A cadmium sulfide window layer in a thin-film solar cell should let light through to the absorber beneath it. Its band gap sets the shortest wavelength that passes, and strain shifts that limit. The table gives the gap of wurtzite CdS from r2SCAN with spin-orbit coupling, for cells stretched or compressed equally in all directions. The cell of 25.407 Å³/atom is the unstrained one; the smaller cell is compressed and the four larger ones are under tension.

Wurtzite CdS under hydrostatic strain, computed with Ansatz 0.2.0 using r2SCAN with spin-orbit coupling, PAW potentials and a 500 eV plane-wave cutoff. The k mesh is 12×12×4, with Fermi-Dirac smearing of 0.02 eV; ions in the strained cells were relaxed with r2SCAN. Gaps are the least found over the mesh, the named k points and any path between them.

```
volume (Å³/atom)     c/a  shortest distance (Å)  band gap (eV)  least direct gap (eV)
          24.652  1.6246                  2.519          1.693                  1.693
          25.407  1.6246                  2.545          1.619                  1.619
          26.177  1.6247                  2.570          1.544                  1.544
          26.962  1.6246                  2.595          1.468                  1.468
          27.763  1.6247                  2.621          1.392                  1.392
          28.579  1.6247                  2.646          1.317                  1.317
```

**(a) Can the gap of the unstrained cell be used to judge the window layer? If not, is a wrong cell volume to blame?**

*Solution.* The computed gap is 1.62 eV, while the measured one is roughly 2.5 eV, a recalled value. With wavelength in nm equal to 1240 divided by the energy in eV, the computed absorption edge lies near 766 nm, at the red end of the visible range. The real edge lies near 500 nm, in the green. An engineer who trusted the calculation would reject a layer that in fact passes yellow and red light.

The series itself gives no alarm: the gap is direct in every row and falls by nearly equal steps. An error that is the same in every cell, or that changes smoothly with volume, leaves such a curve smooth. The fault shows only against an outside value, and the table then helps to find its origin.

Suppose the volume were at fault. Over the series the gap E falls by 2.54 eV per unit of ln V, where V is the volume. The missing 0.88 eV would then need a change in ln V of 0.88/2.54 ≈ 0.346, so the volume would have to shrink to e^(−0.346) ≈ 0.71 of its value. A compression of about 29% lies far outside the table, and wurtzite CdS would change its crystal structure long before that. The estimate is therefore no forecast, but it shows that a small error in the lattice constant cannot account for the missing gap.

**(b) Why is the gap too small, and why can its change with volume still be useful?**

*Solution.* The true gap is the cost of removing an electron minus the energy gained by adding one elsewhere in the crystal. The exact energy runs in straight lines between whole electron numbers, and the jump in its slope at a whole number is this gap. In a functional such as r2SCAN each electron partly repels itself, which favours charge spread thinly over many atoms: removing an electron from the crystal costs too little, adding one gains too much, and the jump comes out too small, here by about a third. In CdS the same error is expected to act strongly on the compact Cd 4d shell, so the 4d levels lie too high, too close to the S 3p levels, and push the valence top upwards. These causes are argued from theory; the table shows only their combined result. Lattice vibrations and the attraction between electron and hole both lower the measured edge, so allowing for them would make the disagreement larger.

The change with volume is expected to have a different main origin. In the usual picture of such crystals, the lowest conduction state is an antibonding mixture of Cd s and S s orbitals, held up by their overlap. As the bonds lengthen, the overlap weakens and this state drops towards the valence top. The push from Cd 4d on the valence top weakens too, which opposes part of the closing.

Bonds that are 5% longer are expected to leave the character of these states much the same, so most of the gap error should cancel when two volumes are compared. One rough test supports this. Between the two cells on either side of the unstrained one, the gap rises by 41 meV per GPa of pressure, against a measured value of roughly 45, again recalled. The computed value is about a tenth lower, the direction expected if the push from the too-high 4d levels grows too fast on compression, so the cancellation need not be complete. This tests the shift only near the unstrained cell, and only together with the computed stiffness; for the strongly stretched cells the cancellation remains an expectation.

**(c) May that single pressure coefficient be used for the stretched cells as well?**

*Solution.* Write D for the fall of the gap per unit of ln V, and B for the bulk modulus, the resistance to a change of volume. Since B = −dP/d ln V, where P is the pressure, the chain rule gives

dE/dP = D/B.

A constant pressure coefficient therefore needs a constant ratio of D to B. The step-by-step differences, printed after this text, show that the ratio is not constant: D varies by no more than 6%, part of it from the rounding of the gaps, while the bulk modulus, taken from the pressures of the same calculations, falls from 64 to 37 GPa.

The pressure coefficient accordingly rises from 38 to 70 meV per GPa. The electronic response has hardly changed; the crystal has become softer. Stretched bonds pull back less strongly for each further bit of lengthening, so one GPa of tension opens the cell further and closes more of the gap. The failure is easy to recognise: divide the same gap steps once by the change in ln V and once by the change in pressure, and see which quotient stays steady.

For a CdS layer, then, take the gap itself from a measurement and only its shift from this series. Work out that shift from the change of volume; if only a pressure is known, first find the volume that goes with it from the pressures printed after this text, because the bulk modulus changes along the way. This holds for strain that is equal in all directions. A film stretched by its substrate is strained differently in its plane and across it, and needs a calculation of its own.

Printed output of the fit:

```
gap change over the whole series (eV): 0.376
volume increase over the whole series (%): 15.93
Cd-S bond lengthening over the whole series (%): 5.042
gap missing at the unstrained volume against the rough measured 2.5 eV (eV): 0.881
computed gap as a share of the rough measured one (%): 64.76
missing gap divided by the gap change of the whole series: 2.343
gap gained by the compressed row over the unstrained row (eV): 0.074
mean fall of the gap per unit of ln V (eV): 2.544
volume reduction needed to supply the missing gap (%): 29.27
absorption edge from the computed unstrained gap (nm): 765.9
absorption edge from the rough measured gap (nm): 496
Steps from the row before:
     row  pressure GPa  gap step meV  gap fall per ln V eV  bulk modulus GPa  gap rise per GPa meV
  24.652         1.868           n/a                   n/a               n/a                   n/a
  25.407      -0.07158           -74                 2.453             64.29                 38.16
  26.177        -1.751           -75                 2.512             56.25                 44.66
  26.962          -3.2           -76                 2.572             49.05                 52.44
  27.763        -4.446           -76                 2.596             42.53                 61.03
  28.579         -5.51           -75                 2.589             36.74                 70.47
largest over smallest gap fall per ln V: 1.058
largest over smallest gap rise per GPa: 1.847
largest over smallest bulk modulus: 1.75
gap rise per GPa between the rows on either side of the unstrained one (meV): 41.17
energy change first to last row from the pressures (eV per cell): 0.227
energy change first to last row from the total energies (eV per cell): 0.229
```
